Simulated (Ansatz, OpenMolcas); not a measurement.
Exact exchange and the HOMO–LUMO gap of BH2F

BH2F has 4 atoms, charge 0, and is taken as a singlet. SMILES: `BF`. Geometry: relaxed at PBE0-D4/def2-TZVP.

The HOMO–LUMO gap y, in eV, basis cc-pVTZ; a is the functional's share of exact exchange. Programs: Ansatz 0.2.0, OpenMolcas 26.06.

```
functional     program     a  y (eV)
    revPBE      Ansatz     0    5.63
      TPSS  OpenMolcas     0    6.06
     B3LYP      Ansatz   0.2    7.73
      PBE0      Ansatz  0.25       ?
   r2SCAN0      Ansatz  0.25    8.72
     BHLYP      Ansatz   0.5   10.79
```

Fit y = c + s·a to the known rows and predict PBE0.


1. Means of the 5 rows: a = 0.1900, y = 7.786.
2. Σ(Δa)² = 0.172, Σ(Δa·Δy) = 1.7243, so the slope is 1.7243/0.172 = 10.025.
3. Intercept: 7.786 − (10.025) × 0.1900 = 5.881. The largest residual of the fit is 0.33.
4. PBE0: 5.881 + (10.025) × 0.25 = 8.39 eV.

The run gave 8.20 eV, so the prediction is off by +0.19 eV, within the largest residual. Exact exchange lowers occupied levels and raises empty ones. The rows mix families of semi-local functionals, which the line can't see.

The gap of BH2F widens with the share of exact exchange, from 5.63 eV in revPBE to 10.79 eV in BHLYP. Nonlocal exchange cancels the self-repulsion of an electron in an occupied orbital, whereas an empty orbital has no such term to cancel and feels the repulsion of all the electrons. A semi-local potential treats both kinds of orbital nearly alike, which keeps the gap small. Here the LUMO is probably the boron p orbital perpendicular to the plane, pushed up somewhat by π donation from fluorine.

The scatter about the line has a pattern: both meta-GGA-based rows, TPSS and r2SCAN0, lie above it, while the GGA-based ones, PBE0 included, lie below. This suggests that dependence on the kinetic-energy density, which also makes the potential orbital-dependent, opens the gap a little further. The slope therefore measures the response of orbital energies to the functional, and without an ionisation energy and electron affinity for comparison it doesn't show which share of exchange is best for this molecule.
